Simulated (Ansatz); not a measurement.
# In-plane ballistic conductance of free-standing Ag(100) and Cu(100) films against layer number, PBE

Whether the conductance of a metal film a few atoms thick may be scaled from its thickness, or whether each layer number needs separate treatment, is the decision these numbers are to serve. It arises for very narrow interconnects and thin contacts, where the ballistic value sets the upper limit that scattering then reduces. The quantity calculated is the zero-bias Landauer conductance in the plane of a perfect, unrelaxed film, per unit width and in units of $G_0$. Dividing it by the thickness gives a conductance per cross-section, which becomes constant once each added layer contributes as much as the average layer already present. That constancy is the test of bulk-like growth used here, since the values for the bulk crystals are not in the table.

## How the numbers were made

Flat free-standing films with vacuum on both sides, cut from the crystals at room-temperature lattice constants, atoms on ideal sites; the current flows in the plane of the film. Program: Ansatz 0.2.0, plane waves with PAW potentials, PBE, wave cutoff 420 eV, Fermi-Dirac smearing of 0.1 eV. The films are computed without spin polarisation and without spin-orbit coupling; the accompanying bulk calculation includes spin-orbit coupling for Ag but not for Cu. Transport is ballistic and coherent at zero bias (Landauer, wave matching layer by layer), averaged over a mesh of wavevectors across the current and over the Fermi window at 300 K; no phonons or disorder. Selection: Runs with an error estimate over 12 per cent are left out. Films of V, Cr, Mn, Fe, Co or Ni run without spin are left out.

Notes on method and selection:

- Each quantum-well subband that crosses the Fermi level adds channels, so the growth is stepwise.
- Surfaces are perfect and not relaxed; surface states count.
- The rule on films run without spin was added after a referee doubted such rows.
- Runs in which the search for lower states was switched off are not listed.
- Runs that did not converge, have known faults or may not be shown are not listed, and runs on Ansatz's PAW sets soft_1 and soft_2 are kept to separate tables.

Columns:

- layers: atomic layers.
- thickness (Å): thickness, layers times bulk layer spacing.
- error estimate (%): the program's own largest estimate of the error of the conductance (mesh, energy step, lead length).
- conductance per width (G0/nm): conductance per unit width of the film, G0 = 2e^2/h.
- per cross-section (1e15 S/m²): conductance per width divided by the thickness (layers times bulk layer spacing).

Input lines of one member:

```
kpoints:
  mp_grid: { grid: [1, 14, 14] }
hamiltonian:
  xc: pbe
scf:
  occupations: { method: fermi_dirac, width: 0.1 }
output:
  transmission:
    leads: [[0, 0]]
    kmesh: [1, 42]
    e_range: [-0.27, 0.27]
    de: 0.036
```

Command (options for logging and memory left out): `ansatz run input.yaml --threads 4 --backend cpu`

## Computed values

```
member     film, functional  layers  thickness (Å)  error estimate (%)  conductance per width (G0/nm)  per cross-section (1e15 S/m²)
6 layers   Ag(100), PBE      6       12.3           5                   13.76                          0.870
7 layers   Ag(100), PBE      7       14.3           3                   15.98                          0.866
8 layers   Ag(100), PBE      8       16.3           4                   18.79                          0.891
10 layers  Ag(100), PBE      10      20.4           3                   23.12                          0.877
1 layer    Cu(100), PBE      1       1.8            9                   3.18                           1.363
2 layers   Cu(100), PBE      2       3.6            6                   6.19                           1.326
3 layers   Cu(100), PBE      3       5.4            3                   8.70                           1.243
4 layers   Cu(100), PBE      4       7.2            8                   10.80                          1.157
5 layers   Cu(100), PBE      5       9.0            8                   ?                              ?
6 layers   Cu(100), PBE      6       10.8           5                   15.53                          1.110
7 layers   Cu(100), PBE      7       12.7           3                   ?                              ?
8 layers   Cu(100), PBE      8       14.5           4                   20.56                          1.102
```

Cells marked ? are withheld until the estimate has been made.

## Mechanism

The conductance per width rises with every listed increase in thickness, in both metals. For copper the average gain between 4 and 8 layers is (20.56 − 10.80) / 4 = 2.44 G0/nm per layer, less than the 3.18 G0/nm of the single layer. The conductance per cross-section therefore falls, from 1.363 to 1.102 in the table's unit, a drop of 19 %. Nearly all of the drop is complete by 6 layers; from 6 to 8 layers the change is 0.7 %, well inside the error estimates.

A free-electron picture accounts for this. Each occupied subband with a circular Fermi line of radius $k_n$ contributes $k_n/\pi$ channels per unit width, so that $G/w = G_0\sum_n k_n/\pi$. In a copper monolayer with one conduction electron per atom, the layer spacing of 1.8 Å gives an area per atom of 2 × 1.8² = 6.5 Å². Then $k = \sqrt{2\pi/6.5}$ = 0.98 Å⁻¹, and the conductance is about 3.1 G0/nm, close to the computed 3.18. In thicker films the electrons are shared among several subbands, at most one per layer, whose Fermi circles differ in size. The number of electrons fixes the sum of $k_n^2$, and for a fixed sum of squares unequal radii add up to less than equal ones, so there are fewer channels per layer.

The silver films, listed from 6 to 10 layers, stay between 0.866 and 0.891 per cross-section, a spread comparable with their error estimates. Silver lies below copper because its larger lattice holds fewer conduction electrons per volume. For free electrons the conductance per cross-section scales as the inverse square of the lattice constant, which at 8 layers gives a copper-to-silver ratio of (16.3 / 14.5)² = 1.26; the table gives 1.102 / 0.891 = 1.24.

Within a few per cent, then, scaling with thickness serves from about 6 layers in copper and throughout the listed silver range. How silver behaves below 6 layers is not shown in the table.

## Predicting the missing value

Plain estimates from the members shown:

- 5 layers (Cu(100), PBE), straight-line interpolation between 4 layers and 6 layers: w = (5 − 4) / (6 − 4) = 0.500, so 10.80 + 0.500 × (15.53 − 10.80) = 13.16 G0/nm
- 7 layers (Cu(100), PBE), straight-line interpolation between 6 layers and 8 layers: w = (7 − 6) / (8 − 6) = 0.500, so 15.53 + 0.500 × (20.56 − 15.53) = 18.04 G0/nm

Both withheld copper films lie midway between listed neighbours, so straight-line interpolation is the natural route: 13.16 G0/nm for 5 layers and 18.04 G0/nm for 7 layers. It can be tried on the three listed films that have neighbours one layer away on each side. For 2 layers of copper it gives (3.18 + 8.70) / 2 = 5.94 against 6.19, for 3 layers of copper (6.19 + 10.80) / 2 = 8.50 against 8.70, and for 7 layers of silver (13.76 + 18.79) / 2 = 16.28 against 15.98. The root-mean-square miss is 0.25 G0/nm.

The stepwise entry of subbands could move either film off the line. Silver has the same structure and the same number of conduction electrons per atom, and its 7-layer film lies 1.8 % below its own line, which might suggest a similar dip in copper. The copper-to-silver ratio of conductance per width, however, changes from 15.53 / 13.76 = 1.13 at 6 layers to 20.56 / 18.79 = 1.09 at 8 layers. This change of about 3 % is larger than the dip to be transferred, so no shift is applied. The two copper tests fall above the line, but they belong to the thinnest films, where the gain per layer is still dropping quickly.

The interpolated values are kept. With only three tests behind it, the scatter of 0.25 is rounded up to a standard deviation of 0.3 G0/nm for each film.

**Committed estimate, 5 layers (Cu(100), PBE): conductance per width = 13.2 ± 0.3 G0/nm.**  
**Committed estimate, 7 layers (Cu(100), PBE): conductance per width = 18.0 ± 0.3 G0/nm.**

## The answer

```
member    film, functional  layers  thickness (Å)  error estimate (%)  conductance per width (G0/nm)  per cross-section (1e15 S/m²)
5 layers  Cu(100), PBE      5       9.0            8                   12.81                          1.099
7 layers  Cu(100), PBE      7       12.7           3                   18.09                          1.108
```

```
member                   estimate       conductance per width (G0/nm)  computed  estimate − computed  miss in error bars
5 layers (Cu(100), PBE)  committed      13.20                          12.81     +0.39                1.3
5 layers (Cu(100), PBE)  interpolation  13.16                          12.81     +0.35
7 layers (Cu(100), PBE)  committed      18.00                          18.09     −0.09                0.3
7 layers (Cu(100), PBE)  interpolation  18.04                          18.09     −0.05
```

The 5-layer copper estimate fell outside its error bar: 13.2 against a computed 12.81 G0/nm, 1.3 standard deviations too high and slightly worse than plain interpolation. The 7-layer estimate, 18.0 against 18.09, was well inside, with interpolation marginally closer.

Leaving out silver's dip at 7 layers was right, since copper lies 0.05 G0/nm above its line there and silver 0.30 below. The error bar was weaker. It came from three interpolation tests and ignored the program's error estimate, which for 5 layers is 8 %, or about 1 G0/nm. The miss is smaller than that and gives no evidence of a subband step.

The conductance per cross-section now levels off at 5 layers, one layer earlier than first stated. The level agrees with the free-electron picture, in which a bulk crystal has $G/A = G_0 k_F^2/4\pi$ with $k_F = (12\pi^2)^{1/3}/a$ for one electron per atom. With $a$ equal to twice the layer spacing, this gives about 1.1 for copper and 0.89 for silver, in 1e15 S/m². The computed bulk values, which would be the direct comparison, are not in the table.

## Exceptions

The thinnest copper films lie farthest from the common behaviour. Measured against the 8-layer film, the conductance per cross-section is 24 % higher for 1 layer (1.363 / 1.102 = 1.24), 20 % higher for 2 layers and 13 % higher for 3 layers. These excesses are larger than the films' error estimates of 9, 6 and 3 %. Confinement has the right sign and, for the single layer, the right size: the one-subband formula gives about 3.1 G0/nm against the computed 3.18. The 4-layer film is 5 % high, within its error estimate of 8 %.

Two smaller departures need no physical cause. Copper with 5 layers lies 2.7 % below the line between its neighbours, and silver with 7 layers 1.8 % below, both within their error estimates. Silver's lower level as a whole follows from its larger lattice constant and does not make its films exceptions.

## Conclusions

Scaling with thickness holds within a few per cent for copper from 5 to 8 layers and for the listed silver films from 6 to 10. Below 5 layers, copper conducts better per cross-section than this scaling suggests. A missing film between two listed neighbours can be interpolated to about 0.25 G0/nm, the root-mean-square miss of five tests, though the numerical error of the runs may be larger.

For a copper film 8 layers thick and 100 nm wide, the conductance per cross-section times thickness and width is 1.102 × 14.5 / 100 = 0.160 S, where the powers of ten in the units combine to 1/100. This is a ballistic resistance of about 6.3 Ω whatever the length.

Scattering by phonons and rough surfaces, both omitted, lowers the conductance of a real film. With a mean free path of roughly 40 nm, typical of copper at room temperature, phonons alone reduce it by roughly the ratio of length to mean free path, about tenfold over 400 nm, far more than any difference between films of equal cross-section here. Rough surfaces reduce it further.

[Logs are printed without paths, hosts, clocks, repeated set-up lines and the standing remarks that a program may print on its own settings, such as how far it seeks lower states.]
